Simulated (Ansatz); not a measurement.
## A series in volume scale on As

Plane-wave DFT, scalar-relativistic PAW made under PBE with cores redone for the functional, no dispersion; the given relaxed cell is scaled uniformly, energy at zero smearing counts from the unscaled cell, pressure at the given Fermi-Dirac smearing is positive in compression. The results are calculated, by Ansatz 0.2.0.

The cell before it is scaled or strained (space group P6_3/mmc, No. 194):
```
cell vectors (Å)
   3.0141     0.0000     0.0000
  -1.5070     2.6103     0.0000
   0.0000     0.0000     4.5971
atoms (fractions of the cell vectors)
As  0.33333  0.66667  0.25000
As  0.66667  0.33333  0.75000
```

Settings of every row: spin polarised no; functional LDA; wave cutoff 420 eV; smearing width 0.1 eV; k mesh 14x14x8.

Atom starting moment: 0 on all atoms.

Limits: the cell comes from a prototype or a list of computed structures and needn't be the stable phase.

| row | volume scale | V (Å³/atom) | energy change per atom (meV) | pressure (GPa) |
| --- | --- | --- | --- | --- |
| 1 | 0.88 | 15.914 | 95.55 | 15.81 |
| 2 | 0.92 | 16.638 | 39.59 | 9.45 |
| 3 | 0.96 | 17.361 | 9.49 | 4.33 |
| 4 | 1.04 | 18.808 | 7.03 | -3.14 |
| 5 | 1.08 | 19.531 | ? | ? |
| 6 | 1.12 | 20.254 | 59.45 | -8.15 |

Question: what energy change per atom and pressure should row 5 give?

Worked fit of energy change per atom. Take u = (V_r/V)^(2/3) − 1 with V_r = 17.361 Å³ an atom, which is twice the finite (Eulerian) strain; such expansions in the strain, on which the Birch-Murnaghan equation of state is built, carry the rest volume and the bulk modulus. The shown rows have u = 0.05973, 0.02876, 0, -0.05197, -0.09765. Least squares give energy change per atom = 9.549 + 697.25 × u + 12385.5 × u² meV; a straight line predicts inner rows, each left out in turn, worse (root mean square 35 against 0.36 meV). The rows lie off it by 0.17, -0.26, -0.06, 0.27, -0.11 (root mean square 0.19 meV). The withheld row has u = -0.07551, so the fit gives 9.549 + 697.25 × (-0.07551) + 12385.5 × (-0.07551)² = 27.52 meV.

The calculation gave 27.61 meV. The fit lies 0.09 meV (0.1 % of the column's range) below it; its largest miss of a shown row is 0.27 meV.

Worked fit of pressure. Take u = (V_r/V)^(2/3) − 1 with V_r = 17.361 Å³ an atom, which is twice the finite (Eulerian) strain; such expansions in the strain, on which the Birch-Murnaghan equation of state is built, carry the rest volume and the bulk modulus. The shown rows have u = 0.05973, 0.02876, 0, -0.05197, -0.09765. Least squares give pressure = 4.37 + 166.93 × u + 400.3 × u² GPa; a straight line predicts inner rows, each left out in turn, worse (root mean square 1.1 against 0.11 GPa). The rows lie off it by 0.04, -0.05, -0.04, 0.08, -0.04 (root mean square 0.052 GPa). The withheld row has u = -0.07551, so the fit gives 4.37 + 166.93 × (-0.07551) + 400.3 × (-0.07551)² = -5.95 GPa.

The calculation gave -5.89 GPa. The fit lies 0.06 GPa (1 % of the value, 0.25 % of the column's range) below it; its largest miss of a shown row is 0.08 GPa.
